## A surface that hardly notices it is one

Atoms at a freshly cut surface have neighbours on one side only. The simplest picture lets the outermost plane sink towards the crystal to make up for the lost bonding, by up to a few per cent of the spacing at many metal surfaces. Deeper planes should then respond less and less. In Bi₂Se₃ the largest change is only 0.4% of its spacing, and it lies between the second and third planes, not at the top.

Relaxed planes of a ten-plane, Se-terminated Bi₂Se₃ (001) slab, computed with Ansatz 0.2.0 using scalar-relativistic PBE+D3(BJ) without spin polarisation. Settings are PAW, a 420 eV plane-wave cutoff, a 9×9×1 k mesh, 0.05 eV Gaussian smearing and a dipole correction. Planes are numbered from the bottom, and changes are relative to the slab as cut from the relaxed bulk.

| row | relaxed plane number | relaxed plane spacing to next (Å) | relaxed plane spacing change (Å) | relaxed plane rumpling (Å) |
| --- | --- | --- | --- | --- |
| 1 | 1 | 1.569 | -0.003 | 0.000 |
| 2 | 2 | 1.930 | 0.008 | 0.000 |
| 3 | 3 | 1.923 | 0.001 | 0.000 |
| 4 | 4 | 1.574 | 0.002 | 0.000 |
| 5 | 5 | 2.502 | -0.002 | 0.000 |
| 6 | 6 | 1.574 | 0.002 | 0.000 |
| 7 | 7 | 1.923 | 0.001 | 0.000 |
| 8 | 8 | 1.930 | 0.008 | 0.000 |
| 9 | 9 | 1.569 | -0.003 | 0.000 |
| 10 | 10 | n/a | n/a | 0.000 |

### What the planes are

The slab consists of two layers, each five planes thick in the order Se–Bi–Se–Bi–Se. Spacings of about 1.57 Å separate Bi from the Se at a face of its layer, and spacings of about 1.92 Å separate Bi from the central Se. The 2.502 Å of row 5 is the van der Waals gap between the two layers, not a stretched bond. Rows 6 to 9 repeat rows 4 to 1 in mirror image, so the slab has five independent spacings.

One change stands out, the +0.008 Å of row 2 and its mirror image in row 8. The others are at most 0.003 Å. Small forces left over in the relaxed bulk crystal could by themselves shift a spacing by about 0.001 Å, and the forces left in the relaxed slab are not listed. The exact sizes of these lesser changes therefore carry little meaning. The rumpling is zero because each plane holds one atom per surface cell, which leaves nothing within a plane to buckle.

### Why so little moves

The cut runs through a van der Waals gap and breaks no Bi–Se bond. Opening one gap costs 0.376 eV per surface cell in this calculation. Letting all atoms relax afterwards returns about 0.1% of that. The strong bonds inside the layer are all still in place, and they hold the atoms close to their bulk positions.

The surface does leave a mark, and the layer carries its own control experiment. Before relaxation the two halves of a layer are alike: both outer spacings measure 1.572 Å and both inner ones 1.922 Å. One half then faces the vacuum, while the other still faces a neighbouring layer. After relaxation the Bi–central Se spacing has grown by 0.008 Å on the vacuum side and by only 0.001 Å on the gap side. The atoms and bonds are the same, so the difference comes from what lies outside the layer.

### Why the second spacing moves most

The forces on the atoms before they relax show how the change is shared out. On the vacuum side, the outer Se is pushed inward with 0.019 eV/Å, as the simple picture says. The Bi beneath it is pushed outward with 0.049 eV/Å, more than twice as hard. The two planes are driven together, and as a pair they are driven away from the central Se.

To turn this into spacings, number the planes $j$ from the bottom and let $F_j$ be the upward force on plane $j$. A spacing $i$ is stretched when the planes below it are, taken together, pushed down. The force that stretches it is therefore

$$G_i=-\sum_{j\le i}F_j .$$

If each spacing acts as a separate spring of the same stiffness $k$, its change $\Delta_i$ lowers the energy by $G_i\Delta_i$ and costs $\tfrac12 k\Delta_i^2$. The energy is lowest at

$$\Delta_i=\frac{G_i}{k},\qquad \text{with a total gain of}\quad \tfrac12\sum_i G_i\Delta_i .$$

For the second spacing, the planes below it are the outer Se and the first Bi. Their forces add to $0.019-0.049=-0.030$ eV/Å, so $G_2=+0.030$ eV/Å. A stiffness of 4.4 eV/Å² per surface cell, fitted to the four bonded spacings of one layer, gives

$$\Delta_2\approx\frac{0.030}{4.4}\ \text{Å}\approx 0.007\ \text{Å}.$$

The full relaxation gives 0.008 Å. This row was part of the fit and weighs most in it, so the agreement is not a prediction. The model misses the other three bonded spacings by about 0.001 Å, which is not small beside changes of 0.001 to 0.003 Å. One common stiffness is therefore only a rough description.

The signs do not depend on the fit. In each of the four bonded spacings, the force before relaxation points the way the spacing then changes: the first is squeezed and the other three are stretched. The third changes by only 0.001 Å, however, so its sign counts for little. The energy is a second test without a fitted constant. Forces and spacing changes together imply a gain of 0.33 meV for the slab, and the total energies give 0.4 meV, rounded to 0.1 meV. The atoms thus respond like springs to small forces, although this agreement does not tell where the forces come from. The printed output after this text gives the details.

The outer Se has a fate that its own force would not suggest. It starts with an inward push, yet it ends farther from the central Se than before, by $0.008-0.003=0.005$ Å. The Bi beneath it moves outward and carries it along. A force on a surface atom therefore does not settle which way that atom will go; the forces on the planes it is bound to count as well.

### Why the gap keeps its width

The same bookkeeping covers row 5. The force that stretches the gap is the net force on the whole lower layer, and this is only 0.0002 eV/Å, under 1% of the largest force on a single plane. The pushes on the five planes cancel almost completely. They reshape the layer but hardly move it as a whole.

The reason lies in how quickly the forces between layers fall off with distance. A layer is held mainly by its nearest neighbours, and in the bulk crystal the gap has already settled where attraction and repulsion between adjacent layers balance. Removing the layers on the far side barely disturbs that balance. The model accordingly predicts no visible change of the gap. The calculated −0.002 Å is where it does worst, but so small a shift in so soft a contact does not call for a cause of its own.

### Where the forces come from

The forces fit a familiar piece of bonding chemistry, though the calculation does not test this link. Each Bi sits between three Se atoms on the outer side, at about 2.86 Å, and three on the inner side, at about 3.07 Å. An outer and an inner Se lie almost opposite each other and share the same p orbital of Bi. When one of the two bonds grows stronger, the other grows weaker, which chemists call the trans influence.

In the crystal, the outer Se also interacts weakly with the Se atoms across the gap. Once these are gone, it can give slightly more of its electrons to the bond with Bi. That bond should tighten, and the bond on the opposite side of Bi should loosen. The relaxed slab shows this pattern on its vacuum side: the short bond shrinks by about 0.002 Å and the long one grows by 0.005 Å.

The triiodide ion, I₃⁻, shows the same effect in a simpler setting. Its three atoms lie in a line and share one set of p orbitals. When the surroundings shorten one I–I bond, the other lengthens. The comparison explains the opposite signs but not the sizes, because the bonds in Bi₂Se₃ are more ionic and each Bi takes part in three such lines at once.

For a related layered crystal, the reasoning starts with where the cut runs. If it passes through a gap, the bonds inside the layer survive and the movements should be small. The next step is to see which bond lies opposite the outermost one, since that is where a response may show up. Both layers of the present slab are surface layers, so it cannot show how such a response dies away in a thick crystal.

Flakes of Bi₂Se₃ are peeled along these gaps for use in experimental electronic devices. For a clean, unreconstructed face, the bulk positions are a sound starting point when a contact or an interface is modelled. The calculation leaves out spin–orbit coupling, which shifts the heavy atoms' bands strongly. It therefore cannot describe the conducting surface states, and including the coupling could also alter displacements as small as these.

Numerical output:

```
fit of ch on 4 rows (n < 4.5): coefficient of G 0.2252 +/- 0.031; rms 0.00103, worst 1 -0.00126, leave-one-out rms 0.00192
  rows outside the fit (model, value, miss): 5 4.543e-05, -0.002, 0.00205; 6 0.002617, 0.002, 0.000617; 7 0.001813, 0.001, 0.000813; 8 0.006745, 0.008, -0.00125; 9 -0.004264, -0.003, -0.00126
Spacings before relaxation, forces and distances:
  row  unrelaxed spacing (A)  change (%)  stretching force (eV/A)  predicted change (A)  nearest distance across spacing (A)  change of that distance (A)
    1                  1.572     -0.1908                 -0.01893             -0.004263                                2.861                    -0.001646
    2                  1.922      0.4162                  0.02994              0.006743                                3.074                     0.005017
    3                  1.922     0.05203                 0.008049              0.001813                                3.069                    0.0006264
    4                  1.572      0.1272                  0.01162              0.002617                                2.864                     0.001099
    5                  2.504    -0.07987                0.0002017             4.543e-05                                3.462                    -0.001446
    6                  1.572      0.1272                  0.01162              0.002617                                2.864                     0.001099
    7                  1.922     0.05203                  0.00805              0.001813                                3.069                    0.0006264
    8                  1.922      0.4162                  0.02995              0.006745                                3.074                     0.005017
    9                  1.572     -0.1908                 -0.01894             -0.004264                                2.861                    -0.001646
   10                    n/a         n/a                    6e-07             1.351e-07                                  n/a                          n/a
Common stiffness of a spacing, per surface cell (eV/A^2): 4.44
Net force on the whole lower layer before relaxation (eV/A): -0.0002017
Largest force on a plane before relaxation (eV/A): 0.04888
Spacing change that leftover bulk forces could make, upper estimate (A): 0.001194
Sum of all spacing changes, slab thickness (A): 0.014
Energy gain expected from forces and spacing changes, no fit (meV per slab): 0.3275
Energy gain calculated, rounded to 0.1 (meV per slab): 0.4
Energy to open one gap, before relaxation (eV per surface cell): 0.376
Energy to open one gap, before relaxation (meV/A^2): 25.29
Relaxation gain as share of that energy (%): 0.1064
```
